**Q:** Two molecular frames, and in each the marked atom is fluorine, chlorine or bromine. Which halogen makes the molecule easiest to polarise?

CAM-B3LYP/def2-SVPD calculations with PySCF 2.14.0 (density fitting, gas phase) at GFN2-xTB geometries. The polarisability is the static mean value, with core orbitals frozen in the response. In each frame (SMILES), * marks the atom that is varied; every molecule has 42 valence electrons, and electronegativities are Pauling's tabulated values.

```
 formula           frame   *   Z  electronegativity  mean bond of the marked atom (Å)  electrons  polarisability (bohr^3)  largest over smallest principal value  HOMO (eV)  gap (eV)  dipole (D)
 C4H6F2O  *C(=O)C(C)(C)F   F   9              3.980                             1.368         56                     52.7                                   1.16     -10.73     11.08        3.50
C4H6ClFO  *C(=O)C(C)(C)F  Cl  17              3.160                             1.748         64                     65.8                                   1.34     -10.07      9.78        2.51
C4H6BrFO  *C(=O)C(C)(C)F  Br  35              2.960                             1.967         82                     73.6                                   1.33      -9.81      9.52        3.23
 C5H5FNP    *c1cnc(C)cp1   F   9              3.980                             1.354         66                     87.6                                   1.99      -8.83      7.65        2.03
C5H5ClNP    *c1cnc(C)cp1  Cl  17              3.160                             1.734         74                    102.5                                   2.20      -8.64      7.40        2.04
C5H5BrNP    *c1cnc(C)cp1  Br  35              2.960                             1.915         92                    111.1                                   2.25      -8.55      7.29        2.07
```

**A:** Bromine, in both frames. The polarisability $\alpha$ says how large a dipole an electric field induces, per unit of field. From F to Br it grows by about 40 % in the acyl halide, where the halogen sits on a C=O carbon, and by about 27 % in the aromatic ring. In both frames the step from F to Cl is larger than the step from Cl to Br.

**Q:** But every molecule here has 42 valence electrons. If none are added, what responds more strongly?

**A:** The same number of electrons, held more loosely. The outer shell of fluorine is compact and close to its nucleus. In chlorine and bromine the outer shell lies farther out, behind more inner electrons that screen the nuclear charge, so a field shifts it more easily. Bromine's many extra electrons sit in inner shells and hardly yield. That last point comes from general atomic physics and is not tested here, because the calculation keeps core orbitals fixed in the response.

**Q:** Couldn't I simply say that polarisability rises as electronegativity falls?

**A:** The order would be right, but not the steps. The second step in polarisability is nearly 0.6 of the first in both frames, whereas the second drop in electronegativity is only about 0.24 of the first. The length of the bond to the halogen, a rough measure of atomic size, does better, with about 0.58 in the acyl frame and 0.48 in the ring. Three halogens cannot prove that size is the cause, but they fit that picture better.

A likely reason for the small second step lies in the periodic table. Between chlorine and bromine the 3d shell is filled, and d electrons screen the nucleus poorly. Bromine's outer shell is therefore drawn in and is only moderately larger and softer than chlorine's.

**Q:** Suppose I know the acyl series and want to guess the ring series. Should I carry over the percentage or the difference?

**A:** The difference. Replacing F by Br adds $13.1+7.8=20.9$ bohr³ in the acyl frame and $14.9+8.6=23.5$ bohr³ in the ring. These agree to about an eighth, although the ring molecules are far more polarisable to begin with. To a first approximation each atom brings its own share of the response, which is why polarisabilities are roughly additive. The percentages differ mainly because the same kind of gain is divided by a different starting value.

**Q:** Does the gain in the ring point in a particular direction?

**A:** Yes. A molecule has three principal polarisabilities, one along each of three perpendicular axes. From F to Br in the ring the largest grows by about 45 bohr³, the other two by only 12 to 13 bohr³ each. This is why the ratio of largest to smallest rises from 1.99 to 2.25.

The favoured axis is most likely the long one, which runs from the methyl group across the ring to the halogen. Along it, charge can move between the ring and the halogen as well as within the halogen. The highest occupied orbital (HOMO) fits this reading, since its halogen share grows from about 13 % to 37 % while the rest stays spread over the ring.

**Q:** The gap between the HOMO and the lowest empty orbital (LUMO) also narrows from F to Br. Isn't that the whole explanation?

**A:** Let us test it. Treat each of $N$ electrons as a charge on a spring with frequency $\omega$. A static field shifts it by an amount proportional to $1/\omega^2$, so in atomic units $\alpha=N/\omega^2$. If $\omega$ were proportional to the gap, then at fixed $N$ the polarisability would go as one over the gap squared. For the ring, from F to Br, this gives

$$\left(\frac{7.65}{7.29}\right)^2\approx1.10,\qquad\text{whereas the calculation gives}\qquad \frac{111.1}{87.6}\approx1.27 .$$

Nothing was fitted, and the estimate captures well under half of the rise. It also fails between the frames: with fluorine in both, it makes the ring 2.10 times as polarisable as the acyl halide, against a computed 1.66.

The gap belongs to one pair of orbitals, while the polarisability collects excitations from all the valence orbitals, each weighted by its strength. In the ring bromide, for example, an orbital about 1.3 eV below the HOMO lies nearly three quarters on bromine. Its electrons respond to the field too, but the gap takes no notice of them.

**Q:** For the acyl halides the same estimate gives 1.355 against a computed 1.397. Why not trust it there?

**A:** Because the gap does not follow one and the same excitation down that series. In the fluoride the HOMO is mainly on the carbonyl oxygen; in the bromide more than half of it is on bromine. About half of the narrowing from F to Cl comes from the LUMO, and in the fluoride that level lies above zero. Such an orbital is unbound, and its energy depends on the basis set. Close agreement built on these levels is no evidence that the gap controls the response.

**Q:** Which digits would you defend, and what would you expect if I moved along a row of the periodic table instead of down a group?

**A:** I would defend the order of the halogens and the smaller second step, and quote polarisabilities to whole bohr³. One functional and one basis set do not justify the decimals, and even the last whole digit could shift with another choice. Relativity is left out, which matters most for the bromides. The ring dipoles differ by only 0.04 D, so their order carries no message. The acyl dipoles jump about, probably because the molecules are twisted differently about the C–C bond, and should not be read as a halogen trend. Such twists may also shift the acyl polarisabilities a little, which this table cannot separate from the effect of the halogen.

For the neighbouring series, put CH₃, NH₂, OH and F in the marked position. Each group brings seven valence electrons, so the count again stays fixed. This time the outer shell remains the same one while the nuclear charge grows, and the electrons are held ever more tightly. The polarisability should therefore fall towards fluorine. On the ring the first step, from CH₃ to NH₂, is less certain, because the amino group can share its lone pair with the ring and so make the molecule easier to polarise. Going down the group loosens the outer electrons, and going along the row tightens them. The differences and ratios used here are in the output that follows.

The analysis program printed:

```
Acyl, polarisability step F to Cl (bohr^3): 13.1
Acyl, polarisability step Cl to Br (bohr^3): 7.8
Ring, polarisability step F to Cl (bohr^3): 14.9
Ring, polarisability step Cl to Br (bohr^3): 8.6
Acyl, polarisability rise F to Br (percent): 39.66
Ring, polarisability rise F to Br (percent): 26.83
Second step over first, polarisability, acyl: 0.5954
Second step over first, polarisability, ring: 0.5772
Second step over first, electronegativity: 0.2439
Second step over first, bond length, acyl: 0.5763
Second step over first, bond length, ring: 0.4763
Second step over first, total electrons: 2.25
Ring less acyl polarisability, both with F (bohr^3): 34.9
Ring less acyl polarisability, both with Br (bohr^3): 37.5
Ring F to Br, rise of largest principal value (bohr^3): 44.56
Ring F to Br, rise of middle principal value (bohr^3): 12.38
Ring F to Br, rise of smallest principal value (bohr^3): 13.33
Acyl, Br over F polarisability, computed: 1.397
Acyl, Br over F polarisability, from inverse gap squared: 1.355
Ring, Br over F polarisability, computed: 1.268
Ring, Br over F polarisability, from inverse gap squared: 1.101
Ring over acyl with F, polarisability, computed: 1.662
Ring over acyl with F, polarisability, from inverse gap squared: 2.098
Acyl, HOMO change F to Cl (eV): 0.66
Acyl, LUMO change F to Cl (eV): -0.64
Acyl, HOMO change Cl to Br (eV): 0.26
Acyl, LUMO change Cl to Br (eV): 0
Ring, HOMO change F to Br (eV): 0.28
Ring, LUMO change F to Br (eV): -0.08
Ring, spread of the dipoles (D): 0.04
Frontier orbitals:
       row  LUMO in eV  HOMO weight on halogen  HOMO weight on oxygen
   C4H6F2O        0.35                   0.101                  0.539
  C4H6ClFO       -0.29                   0.234                  0.481
  C4H6BrFO       -0.29                   0.528                  0.325
   C5H5FNP       -1.18                   0.128                      0
  C5H5ClNP       -1.24                    0.27                      0
  C5H5BrNP       -1.26                   0.371                      0
```
